A search for a change of the fine-structure constant α with helium-like phosphorus has to pick two levels whose separation responds strongly, and it has to know how far the computed response can be trusted. The response is q, printed as level q alpha: an excitation energy E moves by q·x, with x = (α/α₀)² − 1. Some limits come before any use. This relativistic CI has no QED terms. The Lamb shift goes roughly as α³ and acts mostly on 1s, so it would lower every q by something of the order of thousands of cm⁻¹. It cancels largely among the p levels and less well between s and p levels. Only three configurations enter, so correlation is nearly absent, and overlaps between their orbital sets are neglected. Differences of q among the 1s 2p levels are therefore safer than absolute values. The printed energies are rounded to 1000 cm⁻¹; small intervals below use seven-figure energies, further output of the same calculation, good to ±10 cm⁻¹ in a difference.

Excitation energies of P13+ above 1s² 1S0 and their derivatives q with respect to x = (α/α₀)² − 1, computed with radial Dirac CI 1. The relativistic CI mixes 1s², 1s 2s and 1s 2p, with orbitals optimised for each configuration in exchange-only KLI potentials. It uses a finite nucleus (rms radius 3.189 fm) and the zero-frequency Breit term, without QED terms.

```
level configuration  level term  J  level excitation (cm⁻¹)  level q alpha (cm⁻¹)
              1s 2s          3S  1                 17130000               36144.1
              1s 2p         3Po  0                 17254000               41226.1
              1s 2p         3Po  1                 17256000               43114.5
              1s 2s          1S  0                 17265000               39460.2
              1s 2p         3Po  2                 17266000               53429.4
              1s 2p         1Po  1                 17360000               48840.3
```

Each row is an excitation from 1s² 1S0. A term such as 3Po gives the spin multiplicity, the total orbital momentum and odd parity, J is the total angular momentum, and 3P1 below means 3Po with J = 1. The energies span 1.34 % and the q values 48 %, in a different order. A proportionality q = cE, fitted by least squares to all six rows, gives c = 0.00253 and misses by 5700 cm⁻¹ rms, so q is not simply proportional to the energy.

The physical picture is that of an electron lifted out of the region where it moves fastest. Relativity binds a 1s electron more tightly, and a larger α deepens the ground state, which has two of them, more than an excited state with one. Every q is thus positive, and it is larger the less relativistic binding the outer electron keeps. With energies counted in atomic units, a term proportional to α² gives its own size to q and a term in α⁴ gives twice its size. The leading Dirac shift of an electron with quantum numbers n and j about a charge Z is

ΔE = −(Z⁴α²/2n³) [1/(j + ½) − 3/(4n)] hartree

which is −1/8 for 1s, −5/128 for 2s and 2p1/2, and −1/128 for 2p3/2, in units of Z⁴α² = 591671 cm⁻¹. The derivatives of the full Dirac energies at Z = 15 are −74 855, −23 406 and −4636 cm⁻¹. Bare electrons would give q = 74 855 − 23 406 = 51 449 cm⁻¹ for j = ½ and 70 219 cm⁻¹ for j = 3/2.

The first row, 1s 2s 3S1, has q = 36 144 cm⁻¹, only 0.70 of the bare value. Much of the deficit is the magnetic (Breit) interaction in the ground state. Two 1s electrons of opposite spin meet, and the spin-spin contact term 2πα²⟨δ(r₁₂)⟩ raises their energy by α²Z³/4 hartree, which is 9861 cm⁻¹ for bare Z and 9258 cm⁻¹ for the usual screened charge Z − 5/16. In the triplet the electrons never meet, so the excitation loses this whole amount. The calculation returns one further number per level, −9282 cm⁻¹ here, 0.3 % larger in size than the screened estimate. It is read as the Breit part of the excitation. That reading is inferred from the formula, and agreement so close is partly luck. Being an α² term, it can be subtracted from q, leaving 45 426 cm⁻¹, or 0.88 of the bare value. Over all six rows the ratio rises from 0.70–0.80 to 0.88–0.92 (for the J = 1 p levels the bare value uses the weights given below).

The last tenth should be the other α²Z³ term, the relativistic change of the Coulomb repulsion between the electrons, largest for the 1s pair; a screened charge alone overshoots it. Solving for the 2p charge that reproduces the Breit-free 3P2 − 3P0 difference gives 14.24, and removing that 2p3/2 derivative from 3P2 leaves a common 1s part of 66 294 cm⁻¹. Two 1s electrons at Z − 5/16 less one at Z give 62 695 cm⁻¹, 5.4 % below it. That estimate omits the two-electron Darwin term −πα²⟨δ(r₁₂)⟩, which the Dirac-Coulomb part contains and which is half the Breit contact term with the opposite sign; it returns 9258/2 = 4629 cm⁻¹ and leaves the estimate 1.6 % above instead. The charge and the common part trade against each other, so neither is a property of the ion.

The second row, 3P0, is pure 1s 2p1/2. If j alone fixed q it would equal 3S1, yet it lies 5082 cm⁻¹ higher. The Breit part accounts for 3208 cm⁻¹. The remaining 1874 cm⁻¹ has the sign that penetration predicts: 2s enters the 1s shell and sees more of the nuclear charge than 2p, keeps more relativistic binding and so has the lower q. That cause is argued, and it cannot be the whole of it: the other 2s level, 1S0, lies only 307 cm⁻¹ below 3P0 once the Breit parts are removed, so the centre of the two 2s levels lies about 1090 cm⁻¹ below 3P0, and the other 784 cm⁻¹ is half their singlet-triplet difference, the exchange effect met in the fourth row.

The third row, 3P1, is the most irregular. Spin-orbit coupling alone would space J = 0, 1, 2 by the Landé rule, with the upper step twice the lower. The steps in q are 1888 and 10 315 cm⁻¹, a ratio of 5.46. Two things squeeze the lower step. The Breit part takes 2155 cm⁻¹ from it and only 869 cm⁻¹ from the upper one; its spin-spin piece does not obey the Landé rule. And 3P1 shares J and parity with 1P1, mixes with it and is pushed down. For two levels coupled by V, with admixture s², c² = 1 − s² and final gap G, one has V = scG and a repulsion s²G in energy. Since V is proportional to α², dV/dx = V, and the derivative of the lower level gains −2scV:

δq = ∓2s²c²G (lower level −, upper level +)

A term of a few tens of cm⁻¹, s² times the difference of the unmixed q values, is dropped. The further output gives s² = 0.005463 and G = 103 640 ± 10 cm⁻¹, so the repulsion is 566 cm⁻¹ in energy and 1126 cm⁻¹ in q. It counts twice because V²/G is an α⁴ term.

The estimate for 3P1 runs as follows. The anchors are the two pure levels with Breit removed, 47 300 (3P0) and 62 528 cm⁻¹ (3P2), a span S = 15 228 cm⁻¹. An unmixed 3P1 is one third 2p3/2.

q = 47 300 + 15 228/3 − 1126 − 8230 = 43 020 cm⁻¹

The table has 43 114.5, so the estimate is low by 94 cm⁻¹, 0.2 % of q but 5 % of the step from 3P0. Without mixing it would be high by 1032 cm⁻¹. This row's q was not used, though its Breit part and s² come from the same run, so the agreement tests the bookkeeping of powers of α and says nothing independent about the mixing. The miss has two parts: the dropped term, here s²S/3 = 28 cm⁻¹, and 68 cm⁻¹, which is 2sc times the 460 cm⁻¹ by which V = 7639 cm⁻¹ exceeds the √2S/3 = 7179 cm⁻¹ implied by the Breit-free span. That excess is read as a Breit share in V, which is then removed twice. The 2p3/2 weight in this level, 1 − 0.73434 = 0.26566, is the same mixing written in jj coupling and no new information; using it avoids both and gives 47 300 + 0.26566 × 15 228 = 51 346 cm⁻¹ against a Breit-free 51 344, closer than the model deserves. Removing only the mixing brings the Landé ratio to 3.05, removing only Breit to 2.77, and both to 1.95.

A check that needs no Breit reading compares steps in q with steps in energy. A fine-structure interval of order α² that no neighbouring level disturbs should have Δq/ΔE slightly above 1. For 3P2 − 3P0 it is 12 203/12 120 = 1.007, and the hydrogenic 2p doublet gives 1.008. For 3P1 − 3P0 it is 1888/2430 = 0.777. The shortfall Δq − ΔE is −542 ± 10 cm⁻¹, and the two-level model gives 566 − 1126 = −560. The difference of 18 cm⁻¹ is of the size of the 0.7 % excess on that interval and also of the dropped s² term, so the two numbers agree to within what the model leaves out.

The fourth row, 1s 2s 1S0, lies above 3P0 and 3P1 in energy and below them in q. Exchange lifts its energy 134 900 cm⁻¹ above 3S1, but exchange is electrostatic at leading order and the outer electron is still 2s. Its q exceeds the triplet's by 3316 cm⁻¹. The singlet keeps a contact term of its own, 4α²Z³/81 = 1948 cm⁻¹ for bare orbitals; the Breit difference found is 1749 cm⁻¹, 10 % less, in the direction screening requires. The other 1567 cm⁻¹ is 1.2 % of the exchange splitting, the relative size (Zα)² = 0.0120 expected when relativity reshapes the s orbitals and with them the exchange integral; that cause is argued from the size and not computed here. This level has the symmetry of the ground state, so the neglected overlap may touch it most.

The fifth row, 3P2, is pure 1s 2p3/2 and has the largest q, 53 429 cm⁻¹, as the Dirac formula demands. Its span S above 3P0 is 0.81 of the bare 18 770 cm⁻¹. It sits 17 265 780 − 17 264 640 = 1140 cm⁻¹ above 1S0 while the q values differ by 53 429 − 39 460 = 13 969 cm⁻¹, a ratio near 12, far above the 1.007 of the fine structure. The size of Δq follows from 2p3/2 against 2s and is fairly safe. The small interval is an accidental near-crossing that the missing QED and correlation could change by its own size or more, so neither the order of these two levels nor the ratio should be carried over to the real ion.

The last row, 1P1, is highest in energy through exchange, yet 4589 cm⁻¹ below 3P2 in q, because it is only partly 2p3/2: two thirds when unmixed. The same recipe, again without using the row, gives 47 300 + 10 152 + 1126 − 9471 = 49 107 cm⁻¹ against 48 840, high by 267 cm⁻¹ or 0.5 % of q. The run's weight 0.73434 gives 47 300 + 11 183 = 58 483 against a Breit-free 58 311 cm⁻¹, still high by about 170. This is the model's worst row. The mixing is not at fault: the Breit-free sum of the two J = 1 levels, which no mixing alters, falls 173 cm⁻¹ short of the sum of the anchors. One-electron and direct terms cancel there, which leaves the relativistic change of the 1s–2p exchange energy, something triplet anchors cannot carry, and any Breit part beyond α²; their sizes are not computed here.

For a neighbouring helium-like ion the powers of Z give the direction. The one-electron part grows as Z⁴ and E as Z², so q/E, here 0.21 to 0.31 %, grows roughly as Z². The Breit and screening parts go as Z³ and lose weight as 1/Z. With V near Z⁴ and G near Z, the mixing shift grows about as Z⁷ while s² stays small, so in heavier ions the q of 3P1 should close on that of 3P0 relative to S, and 1P1 should move toward 3P2. In lighter ions the mixing fades and the Breit term governs the departure from the Landé ratio.
